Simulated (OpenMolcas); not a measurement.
## How basis sets differ on AlBH4S (SMILES B[S][AlH2])

AlBH4S: 7 atoms, total charge 0, spin state singlet. As SMILES, `B[S][AlH2]`. Geometry: a GFN2-xTB relaxation, a rough one for these elements and not checked as a minimum.

Quantity: the dipole moment, in D. The values are calculated.

```csv
level,kind,program,value (D),CPU time
HF/STO-3G,Hartree–Fock,OpenMolcas,1.76,3.7 s
HF/3-21G,Hartree–Fock,OpenMolcas,2.02,4.2 s
HF/6-31G** (spherical functions),Hartree–Fock,OpenMolcas,1.31,9.9 s
HF/def2-SVP,Hartree–Fock,OpenMolcas,1.04,8 s
```

The values span 1.04 to 2.02 D. Sets without polarisation functions give poor dipoles. CPU times are rough (shared hosts, several kinds of processor): they show what a rung costs within a factor of a few.

The dipole moment falls markedly once polarisation functions are present: 3-21G gives the largest value, 2.02 D, and def2-SVP the smallest, 1.04 D. Greater basis flexibility does not lower it at every step, however, since going from STO-3G to 3-21G raises it. The Al–S bond is polar, with aluminium the electropositive partner, while sulfur lone-pair donation into the empty p orbital on boron moves charge from sulfur towards boron. The net dipole is a vector sum of these and the other bond and lone-pair contributions, so modest shifts in density can change it considerably. The drop probably reflects d functions on sulfur and aluminium, which let the lone pairs and the polar Al–S bond deform within the molecular field.

The two polarised sets agree on a smaller dipole but still differ noticeably, so the calculations support a moderately polar molecule rather than a converged Hartree–Fock value. The lowest value is not thereby the most accurate, and the intermediate STO-3G result is no sign of a balanced description. Electron correlation could shift the dipole further.
